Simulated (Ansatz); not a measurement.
## A series in volume scale on Te

Results calculated with Ansatz 0.2.0, not measured. Plane-wave DFT, scalar-relativistic PAW made under PBE with cores redone for the functional, no dispersion; the given relaxed cell is scaled uniformly, energy at zero smearing counts from the unscaled cell, pressure at the given Fermi-Dirac smearing is positive in compression.

The cell before it is scaled or strained (space group Im-3m, No. 229):
```
cell vectors (Å)
  -2.0015     2.0015     2.0015
   2.0015    -2.0015     2.0015
   2.0015     2.0015    -2.0015
atoms (fractions of the cell vectors)
Te  0.00000  0.00000  0.00000
```

Settings of every row: spin polarised no; functional BLYP; wave cutoff 420 eV; smearing width 0.1 eV; k mesh 13x13x13.

Atom starting moment: 0 on all atoms.

Limits: no spin-orbit coupling, which can matter with elements this heavy; the cell comes from a prototype or a list of computed structures and needn't be the stable phase.

```
row  volume scale  V (Å³/atom)  energy change per atom (meV)  pressure (GPa)
  1          0.88       28.223                         65.01            6.55
  2          0.92       29.506                          24.8            3.77
  3          0.96       30.789                          4.55            1.58
  4          1.04       33.355                             ?               ?
  5          1.08       34.638                         25.13           -2.53
  6          1.12       35.921                         49.94           -3.34
```

Question: what energy change per atom and pressure should row 4 give?

Worked fit of energy change per atom. Take u = (V_r/V)^(2/3) − 1 with V_r = 30.789 Å³ an atom, which is twice the finite (Eulerian) strain; such expansions in the strain, on which the Birch-Murnaghan equation of state is built, carry the rest volume and the bulk modulus. The shown rows have u = 0.05973, 0.02878, 0, -0.07552, -0.09767. Least squares give energy change per atom = 4.637 + 446.06 × u + 9370.1 × u² meV; a straight line predicts inner rows, each left out in turn, worse (root mean square 25 against 0.84 meV). The rows lie off it by 0.30, -0.44, -0.09, 0.74, -0.52 (root mean square 0.47 meV). The withheld row has u = -0.05197, so the fit gives 4.637 + 446.06 × (-0.05197) + 9370.1 × (-0.05197)² = 6.76 meV.

The calculation gave 7.76 meV. The fit lies 1.00 meV (13 % of the value, 1.7 % of the column's range) below it; its largest miss of a shown row is 0.74 meV.

Worked fit of pressure. Take u = (V_r/V)^(2/3) − 1 with V_r = 30.789 Å³ an atom, which is twice the finite (Eulerian) strain; such expansions in the strain, on which the Birch-Murnaghan equation of state is built, carry the rest volume and the bulk modulus. The shown rows have u = 0.05973, 0.02878, 0, -0.07552, -0.09767. Least squares give pressure = 1.583 + 70.54 × u + 208.1 × u² GPa; a straight line predicts inner rows, each left out in turn, worse (root mean square 0.55 against 0.031 GPa). The rows lie off it by 0.01, -0.02, 0.00, 0.03, -0.02. The pressure vanishes at u = -0.0242, or V = 31.94 Å³ an atom, and there the bulk modulus at fixed shape and fractions is B = −V dP/dV = (2/3)(1 + u) dP/du = 39.3 GPa. The withheld row has u = -0.05197, so the fit gives 1.583 + 70.54 × (-0.05197) + 208.1 × (-0.05197)² = -1.52 GPa.

The calculation gave -1.48 GPa. The fit lies 0.04 GPa (2.7 % of the value, 0.4 % of the column's range) below it; its largest miss of a shown row is 0.03 GPa.
